Q: In this table of SnSe₂ valleys the electrons at Γ are by far the lightest. If I dope the crystal with electrons, is that where they sit?

Band valleys of bulk SnSe₂ (P-3m1, geometry not relaxed), from Ansatz 0.2.0 with PBE, spin-orbit coupling, plane waves and PAW; cutoff 420 eV, Gaussian smearing 0.05 eV, k mesh 12×12×8 for the density and 18×18×10 for the levels. Distances are measured from the band edge named in each row, hole masses are positive, and n/a marks a general k point.

```
row  valley distance from edge (eV)  valley edge  valley place  valley count  valley bands meeting  valley lightest mass (m_e)  valley heaviest mass (m_e)
  1                           0.000      valence           n/a             6                     2                       0.314                       3.307
  2                           0.191      valence             A             1                     2                       0.312                       3.123
  3                           0.000   conduction           n/a             6                     2                       0.195                       0.660
  4                           0.369   conduction         Gamma             1                     2                       0.106                       0.123
  5                           0.695   conduction             K             2                     2                       0.411                       0.849
```

A: No. The valley distance from edge is the energy a carrier needs to reach a valley from the band edge, and for the electrons at Γ it is 0.369 eV. At room temperature the thermal energy kT is about 0.026 eV, so Γ lies some 14 kT up. The Boltzmann factor alone leaves it about one chance in a million. The electrons stay in the six valleys at the conduction edge.

Their small mass makes it worse for the Γ valley. A light band rises steeply, so only a few states lie within a given energy of its bottom. Γ is therefore high and also has little room, and its share of the electrons falls to the order of one in a hundred million.

Q: How much room does a valley have, and how does that follow from the masses?

A: Count the states up to an energy E above the bottom of the valley. They fill an ellipsoid in k space whose three half-axes grow as √(m₁E), √(m₂E) and √(m₃E), where m₁, m₂ and m₃ are the masses along its principal axes. The volume goes as the product of the half-axes, and N equal valleys offer N such volumes. The density of states per energy is then

g(E) ∝ N √(m₁m₂m₃) √E

The table lists the lightest and the heaviest of the three masses; at the conduction edge the middle one is 0.372 electron masses. Compared at the same energy above their own bottoms, the six edge valleys have about 35 times the state density of Γ. A factor of six comes from their number, and nearly another six from their heavier masses. The two bands meeting in each valley are the two partners of a spin pair, which inversion and time reversal keep at the same energy. That doubling is the same in every row and drops out of the comparison.

Q: Why are there six valleys at the edge, when there is one at Γ and two at K?

A: The count tells you how special the place is. The symmetry operations of the crystal turn a valley into its copies, and each copy at a different k is a further valley. Γ is carried into itself by all of them, so it stands alone. K has one partner that no reciprocal lattice vector connects to it, which makes two.

The conduction minimum lies in a mirror plane, close to the line from M to L but at neither end. The threefold axis makes three copies of it, and inversion doubles them to six. Had the minimum sat exactly at L, inversion would have led back to an equivalent point and only three valleys would remain. L is 0.144 eV higher at this geometry, so the sixfold count is no accident of the mesh. The cell is not relaxed, however, and a change of structure could shift the minimum along the line.

Q: If these valleys offer so many states, are their electrons also slow to respond to a field?

A: Not in the same measure, because two different averages are at work. To count states you use the geometric mean of the three masses and multiply it by N^(2/3). That gives the mass of a single round valley with the same number of states, here about 1.2 electron masses. A field, however, accelerates each electron according to its inverse mass, and adding more valleys does not make any one electron heavier.

For the response you therefore average the inverse masses. If all valleys scatter their electrons equally often, the result is a transport mass of about 0.32. The six valleys together thus combine a large density of states with fairly mobile electrons. A single round valley cannot do this, since its two masses are the same. At Γ, which is nearly round, both are about 0.11.

Q: Rows 1 and 2 have almost the same lightest and heaviest masses. Are these the same kind of hole?

A: They are nearly opposite kinds. The extreme masses say how elongated a valley is, but not which way it points. At A the heavy direction runs across the layers, along the c axis, and the holes are light within the layers. At the valence top the light direction runs nearly along c. Averaged over the six valleys there, the hole mass is about 0.33 across the layers and 1.3 within them.

The likely reason is the shape of the selenium p orbitals, which make up most of the valence band in such compounds. Orbitals that lie in the layer overlap well with their neighbours in the same layer and poorly with the next layer. A band built from them is light in the plane and heavy along c, as at A. Orbitals that point out of the layer reach across to the selenium atoms opposite, and a band built from them can be light along c. The masses fit this picture, though they do not by themselves reveal the orbitals.

Q: So a light mass along c means strong coupling between the layers. Can I turn it into an energy?

A: You can, if one kind of orbital couples only to its copy in the next layer. The band along c is then a single cosine. With k measured from the bottom of the band, c the height of the cell and W the full width,

E(k) = E₀ + (W/2)(1 − cos kc)

For small k this becomes E₀ + Wc²k²/4. A particle of mass m has E₀ + ħ²k²/(2m), and setting the two equal gives

W = 2ħ²/(mc²)

Try it for the electrons at K, whose lightest mass, 0.411, points along c. With ħ²/mₑ = 7.62 eV Å² and c = 6.14 Å,

W = 2 × 7.62 / (0.411 × 6.14²) ≈ 0.98 eV

The calculation puts the band 1.12 eV higher at H, the far end of the line along c. The estimate is 12 % below that value, and nothing in it was fitted. It is one case, though, and H is known only as the lowest conduction level there, so the agreement supports the single cosine without proving it.

Q: Does it work as well for the other valleys?

A: Not always, and the misses say more than the success. For the electrons at Γ the same formula promises a rise of 3.3 eV along c, but the calculation gives only 1.4 eV. The bottom of the band is far more sharply curved than its width warrants. There are two possible reasons. The levels are sorted by energy, so the lowest one at A may belong to another band that has come in from above. Or something besides a single coupling between layers bends the bottom.

Perturbation theory offers a cause for such extra bending. States at the same k repel each other, and the repulsion is stronger the closer they are in energy. At Γ the highest valence states lie only 1.06 eV below the conduction band. If moving away from Γ mixes the two, this pushes the conduction band up and makes its bottom light. Once the band has climbed by an energy comparable with this separation, the push no longer grows as fast, so the small mass belongs to the bottom alone.

The separation in energy is still not the whole story. At K it is 2.93 eV, and if only this had changed, the mass along c there should be about 0.28, against the computed 0.411. In the plane the same step gives about 0.25 against 0.849, and the true miss is probably larger. If the highest level at Γ comes from p orbitals pointing out of the layer, as suggested below, symmetry should let it mix with an s-like conduction band mainly for k along c. The partners for motion in the plane would then be the deeper levels, 1.37 eV or more below, which makes the estimate lighter still. How strongly the states mix depends on their orbitals and on k, and bands further up push the conduction band down again. A small direct gap favours a light electron, but it does not fix the mass.

For the holes at A, the formula seems to fail completely. It promises a fall of 0.13 eV on the way to Γ, yet the highest valence level at Γ lies 0.157 eV above A. But here too the levels are sorted by energy, and the second valence level at Γ lies 0.155 eV below A, not far from the promised fall. The simplest reading is that the band from A runs down to this second level, while another band rises past it and is the highest at Γ. Two families of p orbitals, one lying in the layer and one pointing out of it, would produce such a crossing. The next levels support this. The two highest at A are 0.276 eV apart, the second and third at Γ 0.264 eV, and the lower member falls by 0.143 eV from A to Γ, much like the upper one. That is what one expects of an in-layer p pair split by spin-orbit coupling and moving together. The bands were not followed between the ends, so this is good evidence rather than proof. Before you compare a mass with a width, make sure that both belong to the same band.

Q: Which of these numbers would you use for a transistor channel, and what would change if sulfur replaced selenium?

A: For an electron channel in a bulk-like crystal I would take the six edge valleys, with a mass of about 0.30 averaged in the plane, and not the tempting 0.11 of Γ. Their many states let the channel take up more electrons for a given rise of the Fermi level. I would keep two digits at most and treat the masses as probably too light. This level of theory makes gaps too small, which strengthens the repulsion between valence and conduction states. The mesh can err the other way: if a curvature is taken between mesh points, a band that flattens as it climbs, as at Γ, comes out too heavy.

For holes I would not use the masses of row 1 at room temperature. Within the layers the valence top is a shallow plateau around Γ, though it falls steeply along c, and Γ itself lies only 0.034 eV below the summits. A point towards K is closer still, at 0.011 eV. Thermal holes spread over the whole plateau, where the curvature at one summit no longer describes them. You would need to sum over the computed band itself.

The energies deserve similar care. Moving the band edges from the dense mesh to their refined places changed the gap by about 0.02 eV, so the order of the small summits is delicate, while the 0.369 eV between the electron valleys is well clear of that. Even so, the gap is indirect in this calculation. The search for the extrema settled at both band edges: the valence plateau surrounds Γ, and the conduction minimum lies far from it. The notes that come with the data do warn that the kind of gap is not settled, but that warning comes from their makers' tests on other systems, not from this run. The crystal was not relaxed. At this level of theory the cell is under pressure and the forces push the selenium atoms away from the tin plane, so the valley energies may still shift with the structure.

With sulfur the gap is known to be wider. By the repulsion argument the electrons at Γ should then be heavier, provided the states mix about as strongly as before. Whether the six valleys keep their lead is a separate matter, because it depends on how far each point of the band moves. First find the lowest valley, then count its copies, and only then ask for its mass in the direction of the current.
